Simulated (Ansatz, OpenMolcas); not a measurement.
A ladder of methods for Si2H6O2 (SMILES O[SiH2][SiH2]O)

Si2H6O2: 10 atoms, total charge 0, spin state singlet. As SMILES, `O[SiH2][SiH2]O`. Geometry: relaxed at PBE0-D4/def2-TZVP. This is one conformer, not always the lowest.

Each level gives the vertical ionisation energy (to the doublet cation) (eV). The values are calculated.

| level | kind | program | value (eV) | CPU time (all runs) |
| --- | --- | --- | --- | --- |
| SVWN5/6-31G* (spherical functions) | LDA | Ansatz | 9.03 | 11 s |
| revPBE/6-31G* (spherical functions) | GGA | OpenMolcas | 8.91 | 71 s |
| M06-L/6-31G* (spherical functions) | meta-GGA | OpenMolcas | 9.20 | 91 s |
| TPSS/6-31G* (spherical functions) | meta-GGA | OpenMolcas | 9.05 | 95 s |
| r2SCAN0/6-31G* (spherical functions) | hybrid meta-GGA | Ansatz | 9.51 | 43 s |
| wB97M-V/6-31G* (spherical functions) | range-separated hybrid | Ansatz | 9.53 | 4 min |
| PBE-QIDH/6-31G* (spherical functions) | double hybrid | Ansatz | 9.61 | 32 s |
| RPA@PBE0/6-31G* (spherical functions) | RPA | Ansatz | 9.21 | 32 s |
| MP2/6-31G* (spherical functions) | perturbation theory | Ansatz | 9.33 | 6.1 s |
| CCSD/6-31G* (spherical functions) | coupled cluster or CI | Ansatz | 9.35 | 42 s |

The values span 8.91 to 9.61 eV. CPU times are rough (shared hosts, several kinds of processor and program).

The four semilocal functionals give the lowest ionisation energies, from 8.91 to 9.20 eV, while the two hybrids and the double hybrid lie at 9.51 to 9.61 eV. CCSD falls between these groups at 9.35 eV, with MP2 almost coincident and RPA close to the top of the semilocal range. The electron removed probably comes from an orbital with strong Si–Si σ character, mixed with oxygen lone pairs. That bond is a better donor than Si–O or Si–H, whose bonding electrons are held more tightly by the more electronegative partner. The gap between semilocal and hybrid results may reflect how exact exchange alters the balance between the neutral molecule and a cation with a delocalised hole. The agreement of MP2 with CCSD suggests a small net effect of correlation beyond second order, though cancellation could produce the same result. Because a small basis usually recovers less of the neutral molecule's extra correlation energy, CCSD may itself be too low here, so the higher hybrid values can't be read as overestimates.
